# The square-law drain current of a long-channel pMOSFET

## The device and the conventions

The transistor has an n-type silicon body with uniform donor density $N$, two p$^+$ diffusions as source and drain, a thermal SiO$_2$ film of thickness $t_{ox}$, and an aluminium gate that overlaps both diffusions. The coordinate $x$ runs from the Si/SiO$_2$ interface into the silicon. The coordinate $y$ runs along the channel, from the source at $y=0$ to the drain at $y=L$, and the width is $W$. Source and body are tied together and define zero volts. In operation $V_{GS}$ and $V_{DS}$ are negative, so I use the positive quantities $V_{SG}=-V_{GS}$ and $V_{SD}=-V_{DS}$.

I work in Hartree atomic units, $e=\hbar=m_e=4\pi\varepsilon_0=1$. Energies and potentials then share one unit, the thermal voltage is $\theta=k_BT$, and Poisson's equation in a medium of relative permittivity $\varepsilon$ reads $\nabla^2\psi=-4\pi\rho/\varepsilon$. A sheet charge $\sigma$ on a metal produces the field $4\pi\sigma/\varepsilon_{ox}$ in the oxide, so the oxide capacitance per area is

$$C_{ox}=\frac{\varepsilon_{ox}}{4\pi t_{ox}}. \tag{1}$$

The target is

$$I_{SD}=\mu C_{ox}\frac{W}{L}\Big[V_{ov}V_{SD}-\tfrac12V_{SD}^2\Big]\ \ (V_{SD}\le V_{ov}),\qquad I_{SD}=\mu C_{ox}\frac{W}{2L}V_{ov}^2\ \ (V_{SD}\ge V_{ov}),$$

with the overdrive $V_{ov}=V_{SG}-|V_T|$ and $I_{SD}$ the current that flows through the channel from source to drain.

## The premises

1. **Steady state, no sources.** Generation and recombination in the channel are negligible and no current crosses the oxide.
2. **Classical carriers.** Boltzmann statistics hold, the donors are fully ionised, and the oxide charge is a fixed positive sheet $Q_f$ at the interface, with no bias-dependent trapped charge.
3. **Gradual channel.** $|\partial_y^2\psi|\ll|\partial_x^2\psi|$, so each slice at fixed $y$ is a one-dimensional MOS capacitor. The idea goes back to Shockley's treatment of the junction field-effect transistor.
4. **Charge sheet.** The holes lie in a layer so thin that no appreciable potential drops across it.
5. **Pinning.** In strong inversion the band bending is fixed at its threshold value.
6. **Constant bulk charge.** The depletion charge has everywhere its value at the source.
7. **Constant mobility** $\mu$, independent of both field components.
8. **Ideal contacts.** No series resistance in the diffusions.

Premises 5 and 6 are the ones that turn the charge into a linear function. I introduce them as late as possible, so that we can see what they discard.

## Step 1: carrier densities

Let $\psi_i$ be the electrostatic potential attached to the intrinsic level, and $\varphi_n$, $\varphi_p$ the quasi-Fermi potentials, so that

$$n=n_i\,e^{(\psi_i-\varphi_n)/\theta},\qquad p=n_i\,e^{(\varphi_p-\psi_i)/\theta}.$$

Electrons communicate with the grounded body and carry negligible current, so $\varphi_n=0$. In the neutral bulk $n=N$, which gives $\psi_i=\phi_B\equiv\theta\ln(N/n_i)$. To attract holes the potential near the surface must fall below its bulk value. I write $\psi_i=\phi_B-\phi$, with the band bending $\phi(x,y)\ge0$ and surface value $\phi_s(y)$. Holes communicate with source and drain. I write $\varphi_p=-U$, and premise 8 fixes $U=0$ at the source and $U=V_{SD}$ at the drain. No hole current flows along $x$, by premise 1, and Step 2 shows that hole current is proportional to the gradient of $\varphi_p$. Hence $U$ depends on $y$ alone wherever holes are plentiful. Using $n_i=N e^{-\phi_B/\theta}$,

$$n=N e^{-\phi/\theta},\qquad p=N\,e^{(\phi-2\phi_B-U)/\theta}. \tag{2}$$

The hole density at the surface equals the doping when $\phi_s=2\phi_B+U$. This is the conventional onset of strong inversion, and it moves one for one with $U$.

## Step 2: the current

The hole current density has a drift and a diffusion part, and for Boltzmann carriers the Einstein relation is $D=\mu\theta$. Along any direction, here $y$,

$$J_y=-\mu p\,\partial_y\psi_i-\mu\theta\,\partial_y p .$$

Differentiating $p=n_ie^{(\varphi_p-\psi_i)/\theta}$ gives $\theta\,\partial_yp=p\,(\partial_y\varphi_p-\partial_y\psi_i)$. The two terms in $\partial_y\psi_i$ cancel, and

$$J_y=-\mu p\,\partial_y\varphi_p=\mu p\,\frac{dU}{dy}.$$

Integrate over the cross-section. Since $\mu$ is constant and $U$ does not depend on $x$, both leave the integral, and with the hole charge per area $Q_i=\int p\,dx>0$,

$$I_{SD}=W\mu\,Q_i\,\frac{dU}{dy}. \tag{3}$$

By premise 1, $I_{SD}$ is the same at every $y$. By premise 3, $Q_i$ depends on $y$ only through the local $U$. So (3) separates, and integration from source to drain gives

$$I_{SD}=\mu\frac{W}{L}\int_0^{V_{SD}}Q_i(U)\,dU. \tag{4}$$

**Question.** *Textbooks often say the square law keeps drift only. You seem to have kept diffusion.*

Equations (3) and (4) hold both, because $U$ is a quasi-Fermi potential. The statement you quote becomes true at premise 5. Once $\phi_s=2\phi_B+U$, the gradient of $U$ equals the gradient of the band bending at the surface, and (3) is then the drift current alone. So dropping diffusion and pinning the surface potential are, for the gradient, one approximation. If you put the full depth integral of $p$ into (4), you have the double integral of Pao and Sah.

## Step 3: the vertical electrostatics

With premise 3 and $\psi_i=\phi_B-\phi$, Poisson's equation in silicon is

$$\frac{d^2\phi}{dx^2}=\frac{4\pi}{\varepsilon_s}\,(N-n+p).$$

Multiply by $d\phi/dx$. The left side becomes the derivative of $\tfrac12(d\phi/dx)^2$. Integrate from the bulk, where $\phi$ and its slope vanish, to the surface, using (2):

$$\tfrac12\Big(\frac{d\phi}{dx}\Big)_s^2=\frac{4\pi N}{\varepsilon_s}\Big[\phi_s-\theta\big(1-e^{-\phi_s/\theta}\big)+\theta\,e^{-(2\phi_B+U)/\theta}\big(e^{\phi_s/\theta}-1\big)\Big].$$

The minority holes of the neutral bulk, of relative order $(n_i/N)^2$, have been ignored in setting the bulk electron density to $N$. For $\phi_s\gg\theta$ the term $e^{-\phi_s/\theta}$ and the final $-1$ drop out. Gauss's law gives the total positive charge per area in the silicon as $Q_s=\varepsilon_s|d\phi/dx|_s/4\pi$, so

$$Q_s=\sqrt{\frac{\varepsilon_sN}{2\pi}}\ \sqrt{\phi_s-\theta+\theta e^{\Delta/\theta}},\qquad \Delta\equiv\phi_s-2\phi_B-U. \tag{5}$$

Without holes the exponential is absent and what remains is the donor charge. Premise 4 says that the hole layer takes up no potential, so the whole of $\phi_s$ falls across the donors even when holes are present:

$$Q_b=\sqrt{\frac{\varepsilon_sN}{2\pi}}\sqrt{\phi_s-\theta},\qquad Q_i=Q_s-Q_b. \tag{6}$$

As a cross-check, a fully depleted layer of depth $x_d$ has $\phi=2\pi N(x_d-x)^2/\varepsilon_s$, so $x_d=\sqrt{\varepsilon_s\phi_s/2\pi N}$ and $Nx_d=\sqrt{\varepsilon_sN\phi_s/2\pi}$. This is (6) without the $\theta$, which accounts for the electron tail at the depletion edge.

## Step 4: the gate

Overall neutrality puts the charge $-(Q_s+Q_f)$ on the gate. The potential of the gate side of the oxide relative to the silicon surface is therefore $-(Q_s+Q_f)/C_{ox}$. The surface lies at $-\phi_s$ relative to the bulk, and the terminal voltage differs from the electrostatic drop by the work-function difference $\Phi_{ms}$ of gate and body. Adding up,

$$V_{GS}=\Phi_{ms}-\phi_s-\frac{Q_s+Q_f}{C_{ox}}=V_{FB}-\phi_s-\frac{Q_s}{C_{ox}},\qquad V_{FB}=\Phi_{ms}-\frac{Q_f}{C_{ox}}.$$

With the intrinsic level taken at midgap, $\Phi_{ms}=\Phi_{Al}-(\chi+E_g/2-\phi_B)$, where $\chi$ is the electron affinity of silicon. The gate is a metal, so it has no depletion layer of its own. Define $V_g=V_{SG}+V_{FB}$ and the body coefficient

$$\gamma=\frac{1}{C_{ox}}\sqrt{\frac{\varepsilon_sN}{2\pi}} .$$

Then $Q_s=C_{ox}(V_g-\phi_s)$, and (5) and (6) become

$$V_g-\phi_s=\gamma\sqrt{\phi_s-\theta+\theta e^{\Delta/\theta}},\qquad \frac{Q_i}{C_{ox}}=V_g-\phi_s-\gamma\sqrt{\phi_s-\theta}. \tag{7}$$

The first relation fixes $\phi_s(U)$, the second gives $Q_i(U)$, and (4) gives the current. I call this level the unpinned charge sheet. It rests on premises 1 to 4, 7 and 8.

## Step 5: pinning, threshold and the linear charge

Solve the first relation in (7) for $\Delta$:

$$\Delta=\theta\ln\frac{G}{\theta},\qquad G=\frac{(V_g-\phi_s)^2}{\gamma^2}-\phi_s+\theta. \tag{8}$$

The gate voltage enters through a logarithm multiplied by $\theta$. As long as $G$ is not exponentially small, $\Delta$ is a modest multiple of $\theta$. Premise 5 takes the limit in which $\Delta$ and $\theta$ are negligible against $V_{ov}$, which sets $\phi_s=2\phi_B+U$. Then

$$\frac{Q_i}{C_{ox}}=V_g-2\phi_B-U-\gamma\sqrt{2\phi_B+U}. \tag{9}$$

The threshold is the gate voltage at which (9) vanishes at the source, $U=0$:

$$V_T=V_{FB}-2\phi_B-\gamma\sqrt{2\phi_B}. \tag{10}$$

For $V_T<0$ we have $V_{ov}=V_{SG}-|V_T|=V_g-2\phi_B-\gamma\sqrt{2\phi_B}$, and (9) reads

$$\frac{Q_i}{C_{ox}}=V_{ov}-U-\gamma\Big(\sqrt{2\phi_B+U}-\sqrt{2\phi_B}\Big). \tag{11}$$

Premise 6 deletes the last term:

$$Q_i=C_{ox}\,(V_{ov}-U). \tag{12}$$

This is a parallel-plate capacitor with an offset. The voltage between the local channel and the gate is $V_{SG}-U$, the first $|V_T|$ of it goes into flat-band shift, band bending and donor charge, and the rest buys holes.

**Question.** *Is $V_T$ really negative? For an n-channel device with an aluminium gate the sign can go either way.*

For this device all terms pull the same way. With typical values the aluminium work function lies below that of lightly doped n-type silicon, so $\Phi_{ms}<0$. The fixed charge is positive, so $-Q_f/C_{ox}<0$. The two remaining terms of (10) are negative by construction. The transistor is off at $V_{GS}=0$. In the n-channel case $V_{FB}$ is still negative while the other two terms are positive, so they compete, and on a lightly doped body the device can conduct at zero gate voltage.

## Step 6: integration below saturation

Insert (12) in (4), with $\beta=\mu C_{ox}W/L$. For $V_{SD}\le V_{ov}$ the charge is non-negative along the whole channel, and

$$I_{SD}=\beta\int_0^{V_{SD}}(V_{ov}-U)\,dU=\beta\Big[V_{ov}V_{SD}-\tfrac12V_{SD}^2\Big]. \tag{13}$$

It can be written $\beta V_{SD}(V_{ov}-V_{SD}/2)$, which says that the conducting charge is the mean of its source and drain values. For small $V_{SD}$ the channel is a resistor of conductance $\beta V_{ov}$.

In signed variables $V_{GS}-V_T=-V_{ov}$ and $V_{DS}=-V_{SD}$, and the bracket is unchanged when both signs flip. If $I_D$ is counted positive into the drain terminal, then $I_D=-I_{SD}$ and

$$I_D=-\mu C_{ox}\frac WL\Big[(V_{GS}-V_T)V_{DS}-\tfrac12V_{DS}^2\Big],\qquad V_{GS}-V_T\le V_{DS}\le0 .$$

The n-channel formula has the same bracket with a plus sign in front and $0\le V_{DS}\le V_{GS}-V_T$.

Integrating (3) from $0$ to $y$ instead gives $V_{ov}U-U^2/2=(y/L)(V_{ov}V_{SD}-V_{SD}^2/2)$, and the root with $U(0)=0$ is

$$U(y)=V_{ov}-\sqrt{V_{ov}^2-\big(2V_{ov}V_{SD}-V_{SD}^2\big)\,y/L}. \tag{14}$$

## Step 7: saturation

The derivative of (13) is $\partial I_{SD}/\partial V_{SD}=\beta(V_{ov}-V_{SD})$, which is $\mu(W/L)\,Q_i$ at the drain end. It vanishes at

$$V_{SD,sat}=V_{ov},\qquad I_{sat}=\tfrac12\beta V_{ov}^2=\mu C_{ox}\frac{W}{2L}\,(V_{GS}-V_T)^2. \tag{15}$$

**Question.** *Past the maximum the parabola falls. You replace it by a constant. Is that a further assumption?*

It follows from (7). The falling branch would need $Q_i<0$, a negative number of holes, so (12) has been used where pinning has failed. Put $a=V_g-\phi_s$ and $b=\gamma\sqrt{\phi_s-\theta}$. The first relation in (7), squared, is $a^2-b^2=\gamma^2\theta e^{\Delta/\theta}$, and $Q_i/C_{ox}=a-b$. Therefore

$$\frac{Q_i}{C_{ox}}=\frac{\gamma^2\theta}{a+b}\,e^{(\phi_s-2\phi_B-U)/\theta}. \tag{16}$$

The charge is always positive, so $a>b$. Since $a$ falls and $b$ rises with $\phi_s$, the band bending cannot exceed the value $\phi_\infty$ at which $a=b$, the value the gate would produce with donors alone. When $U$ grows past $\phi_\infty-2\phi_B$, the band bending sticks at $\phi_\infty$ and (16) decays as $e^{-U/\theta}$. The integral (4) then converges within a few $\theta$. In the limit $\theta\ll V_{ov}$, and with premise 6, the correct charge is $C_{ox}\max(V_{ov}-U,0)$, and (4) gives (15) for every $V_{SD}\ge V_{ov}$. The current never falls with $V_{SD}$, because its derivative is a charge.

**Question.** *But how does a finite current pass a point where the charge is zero?*

Set $V_{SD}=V_{ov}$ in (14): $U=V_{ov}\big(1-\sqrt{1-y/L}\big)$. The charge falls as $\sqrt{1-y/L}$ and the gradient rises as its inverse, $dU/dy=V_{ov}/\big(2L\sqrt{1-y/L}\big)$, so the product is constant. The divergence is the model announcing that premises 3 and 7 fail close to the drain. In the real device a short, nearly depleted section of length $\Delta L$ takes up $V_{SD}-V_{ov}$, and holes cross it at high velocity. The current is set by the gradual part, which sees the voltage $V_{ov}$ over the length $L-\Delta L$. So (15) is multiplied by $L/(L-\Delta L)$, and flat saturation needs $\Delta L\ll L$. This is what "long channel" means here.

Two by-products follow. The transconductance in saturation is $g_m=\partial I_{sat}/\partial V_{SG}=\beta V_{ov}$. The transit time at the onset of saturation is

$$\tau=\int_0^L\frac{dy}{\mu\,dU/dy}=\frac{2L}{\mu V_{ov}}\int_0^L\sqrt{1-y/L}\,dy=\frac{4L^2}{3\mu V_{ov}},$$

and the steady-state formulas follow a signal only if it changes slowly on this scale.

## What premises 5 and 6 discard

Keep the bulk term. Integrating (9) in (4) gives

$$I_{SD}=\beta\Big\{(V_g-2\phi_B)V-\tfrac12V^2-\tfrac23\gamma\big[(2\phi_B+V)^{3/2}-(2\phi_B)^{3/2}\big]\Big\},\qquad V=\min(V_{SD},U_s). \tag{17}$$

Here $U_s$ is the zero of (9). With $s=\sqrt{2\phi_B+U_s}$ the condition is $s^2+\gamma s-V_g=0$, so $s=\tfrac12\big(\sqrt{\gamma^2+4V_g}-\gamma\big)$. The square root is concave and lies below its tangent, so the deleted term of (11) lies between $0$ and $\delta U$, with

$$\delta=\frac{\gamma}{2\sqrt{2\phi_B}} .$$

The charge (11) is thus bracketed by $V_{ov}-(1+\delta)U$ and $V_{ov}-U$. Integrating the positive part of each gives, for the saturated value of (17),

$$\frac{\beta V_{ov}^2}{2(1+\delta)}\le I_{SD}\le\frac{\beta V_{ov}^2}{2}. \tag{18}$$

Premise 6 is safe when $\delta\ll1$. Since $\gamma\propto t_{ox}\sqrt N$, this asks for a thin oxide or light doping.

Now remove the pinning as well. From (8), $U=\phi_s-2\phi_B-\theta\ln(G/\theta)$, with $G=(a-b)(a+b)/\gamma^2$ and $dG/d\phi_s=-(2a+\gamma^2)/\gamma^2$. Hence $dU/d\phi_s=1+\theta(2a+\gamma^2)/[(a-b)(a+b)]$, and (4) becomes a single integral with a regular integrand,

$$I_{SD}=\beta\int_{\phi_s(0)}^{\phi_s(V_{SD})}\Big[a-b+\theta\,\frac{2a+\gamma^2}{a+b}\Big]d\phi_s . \tag{19}$$

In saturation the upper limit is $\phi_\infty$. Equations (13), (17) and (19) form a ladder in which each rung drops one premise of the rung before it.

**Question.** *What if the body is not tied to the source?*

Measure all potentials from the body. With the body above the source by $V_{BS}>0$, $U$ starts at $V_{BS}$ instead of zero. Referring the gate back to the source, (10) becomes $V_T=V_{FB}-2\phi_B-\gamma\sqrt{2\phi_B+V_{BS}}$, and $\delta$ becomes $\gamma/(2\sqrt{2\phi_B+V_{BS}})$. The form of (13) and (15) is unchanged. The term deleted by premise 6 is this same body effect, produced by the channel voltage itself.

## Range of validity

- **Strong inversion.** $V_{ov}\gg\Delta$ at the source, and $\Delta$ is several $\theta$. Near and below threshold (16) makes the current exponential in the band bending and the square law does not apply.
- **Bulk charge.** $\delta\ll1$, or else $V_{SD}\ll V_{ov}/\delta$ well below saturation.
- **Gradual channel.** In saturation $d^2U/dy^2=(V_{ov}/4L^2)(1-y/L)^{-3/2}$. The vertical curvature in the depleted region is $4\pi N/\varepsilon_s$, and larger in the hole layer. The ratio is at most $\eta\,(1-y/L)^{-3/2}$ with $\eta=\varepsilon_sV_{ov}/(16\pi NL^2)$, and it reaches one at $L-y=\eta^{2/3}L$. The field is also two-dimensional within about $x_d$ of each junction, so $x_d\ll L$.
- **Flat saturation.** A one-dimensional estimate treats the drain section as a depleted layer, $\Delta L\approx\sqrt{\varepsilon_s(V_{SD}-V_{ov})/2\pi N}$. It ignores the gate field and the mobile charge and gives an order of magnitude only. It must be small against $L$.
- **Lateral field.** Take the model $v=\mu E/(1+E/E_c)$ with $E=dU/dy$ and $E_c=v_{sat}/\mu$. Then $I_{SD}(1+E/E_c)=W\mu Q_iE$, and integration over $y$ divides (13) by $1+V_{SD}/(E_cL)$. To first order $I_{sat}$ falls by the fraction $V_{ov}/(E_cL)$, which must be small.
- **Vertical field.** Take the empirical local form $\mu/(1+\kappa w)$ with $w=V_{ov}-U$. Integrating $w/(1+\kappa w)$ from $0$ to $V_{ov}$ multiplies $I_{sat}$ by $2[\kappa V_{ov}-\ln(1+\kappa V_{ov})]/(\kappa V_{ov})^2$, so $\kappa V_{ov}\ll1$ is needed.
- **Sheet and statistics.** A hole centroid at depth $x_c$ adds a capacitance in series and lowers $C_{ox}$ by the fraction $\varepsilon_{ox}x_c/(\varepsilon_st_{ox})$. The surface density $Ne^{\Delta/\theta}$ must stay below the valence-band effective density of states.
- **Circuit conditions.** Series resistance small against $1/g_m$, signals slow against $\tau$, and voltages below junction and oxide breakdown.

## Numerical illustration

The inputs are typical or approximate values, taken as given: $T=300$ K, $\varepsilon_{ox}=3.9$, $\varepsilon_s=11.7$, $n_i=1.0\times10^{10}$ cm$^{-3}$, $\chi=4.05$ eV, $E_g=1.12$ eV, $\Phi_{Al}=4.10$ eV, $Q_f=5\times10^{10}$ charges per cm$^2$, and a hole channel mobility of 200 cm$^2$/V s. The design choices are $t_{ox}=100$ nm, $N=10^{15}$ cm$^{-3}$, $W=500\ \mu$m, $L=50\ \mu$m and $V_{SG}=5$ V, with $V_{SD}=1$ V and 5 V. I carry full precision and round only for print.

The atomic units needed are: potential $E_h/e=27.211$ V, current $eE_h/\hbar=6.624$ mA, mobility $ea_0^2/\hbar=0.04254$ cm$^2$/V s, conductance $e^2/\hbar=0.2434$ mS and time $\hbar/E_h=2.419\times10^{-17}$ s.

| Quantity | Atomic units |
|---|---|
| $\theta$ | $9.500\times10^{-4}$ |
| $t_{ox}$ | $1889.7$ |
| $L$ | $9.449\times10^{5}$ |
| $N$ | $1.482\times10^{-10}$ |
| $Q_f$ | $1.400\times10^{-6}$ |
| $\mu$ | $4701$ |
| $V_{SG}$ (5 V) | $0.1837$ |
| $V_{SD}$ (1 V) | $0.03675$ |
| $C_{ox}$ from (1) | $1.642\times10^{-4}$ |
| $2\phi_B=2\theta\ln(N/n_i)$, with $\ln(N/n_i)=11.51$ | $2.188\times10^{-2}$ |
| $\Phi_{ms}$ | $-7.804\times10^{-3}$ |
| $Q_f/C_{ox}$ | $8.525\times10^{-3}$ |
| $V_{FB}$ | $-1.633\times10^{-2}$ |
| $\gamma$ | $0.1011$ |
| $\gamma\sqrt{2\phi_B}$ | $1.496\times10^{-2}$ |
| $V_T$ from (10) | $-5.32\times10^{-2}$ |
| $V_{ov}$ | $0.1306$ |
| $\beta$ | $7.72$ |

The square law then gives $I_{SD}=3.18\times10^{-2}$ from (13) at the smaller drain voltage and $I_{sat}=6.58\times10^{-2}$ from (15) at the larger, which exceeds $V_{ov}$. Further, $g_m=1.01$ and $\tau=1.94\times10^{9}$.

Converted: $C_{ox}=34.5$ nF/cm$^2$, $V_{FB}=-0.44$ V, $2\phi_B=0.60$ V, $\gamma=0.53$ V$^{1/2}$, $V_T=-1.45$ V, $V_{ov}=V_{SD,sat}=3.55$ V and $\beta=69.1\ \mu$A/V$^2$. The hole sheet at the source is $C_{ox}V_{ov}=7.7\times10^{11}$ cm$^{-2}$. The currents are 0.21 mA at $V_{SD}=1$ V and 0.44 mA in saturation, with $g_m=0.25$ mS and $\tau=47$ ns.

Now the discarded terms. The bulk factor is $\delta=0.34$, which is not small. Equation (17) saturates at $U_s=2.96$ V instead of 3.55 V, and the lower bound in (18) is 0.745 of the square law. For the pinning, (8) at the source gives $\Delta=7.6\,\theta=0.20$ V. The source charge from (7) is $Q_i/C_{ox}=3.30$ V, lower than $V_{ov}$ by 0.25 V. Evaluating the three rungs:

| Level | $V_{SD}=1$ V: ratio | current | $V_{SD}=5$ V: ratio | current |
|---|---|---|---|---|
| Square law, (13) and (15) | 1 | 0.21 mA | 1 | 0.44 mA |
| With bulk charge, (17) | 0.954 | 0.20 mA | 0.815 | 0.36 mA |
| Unpinned sheet, (19) | 0.879 | 0.19 mA | 0.729 | 0.32 mA |

The remaining conditions are met more comfortably. The gradual-channel parameter is $\eta=2.3\times10^{-4}$, and the curvature ratio reaches one only 0.19 $\mu$m from the drain. The depletion depth at the source is $x_d=0.88\ \mu$m, or 0.018 of $L$. At $V_{SD}=5$ V the estimate is $\Delta L\approx1.4\ \mu$m, or 0.027 of $L$. With an approximate hole saturation velocity of $8\times10^6$ cm/s, $E_cL=200$ V and $V_{ov}/(E_cL)=0.018$. The total charge $Q_s$ of the pinned model, and with it the surface field, is 4.0 times larger at the source than at the pinch-off point, so the mobility is not truly uniform. With a typical $\kappa=0.03$ V$^{-1}$ for an oxide of this thickness, $\kappa V_{ov}=0.107$ and the factor on $I_{sat}$ is 0.93. A typical centroid of 3 nm lowers $C_{ox}$ by the fraction 0.010. The surface hole density at the source is $1.9\times10^{18}$ cm$^{-3}$, below an effective density of states of approximately $3\times10^{19}$ cm$^{-3}$. If the vertical-field, lateral-field and length factors are simply multiplied onto the result of (19), the saturation current comes to about 0.3 mA.

**Question.** *So with 100 nm of oxide the square law is high by more than a third against your own last rung. Why teach it?*

With $V_T$ from (10) it stands at 1.37 times the value of (19) in saturation, and that is why I print its currents to two figures only. The two large differences have a simple structure. The excess band bending changes only logarithmically with charge, so it acts largely as a shift of the threshold. The bulk term acts largely as a divisor between $1$ and $1+\delta$. A shifted $V_T$ and a reduced $\beta$ leave the shape of (15) nearly intact, with $\sqrt{I_{sat}}$ close to a straight line in $V_{SG}$. The price is that parameters fitted in this way are effective ones. A $\beta$ taken from saturation is smaller than a $\beta$ taken from the slope at small $V_{SD}$, because only the former contains the bulk term. A fit of this kind is no test of the premises.

**Question.** *Would lighter doping cure it?*

It reduces the bulk term. At $N=10^{14}$ cm$^{-3}$ with the same oxide, $\delta=0.12$, so by (18) premise 6 changes the saturation current by a factor no smaller than 0.89. The excess band bending does not improve, since a smaller $\gamma$ raises $G$ in (8), and only a larger overdrive makes it relatively small. The cost of light doping appears in the geometry: $x_d$ at the source grows to 2.5 $\mu$m, and $\eta$ and $\Delta L$ grow as well. Premise 6 wants $t_{ox}\sqrt N$ small, premise 3 wants $L\sqrt N$ large, and both hold together only when $L/t_{ox}$ is very large. In this device that ratio is 500.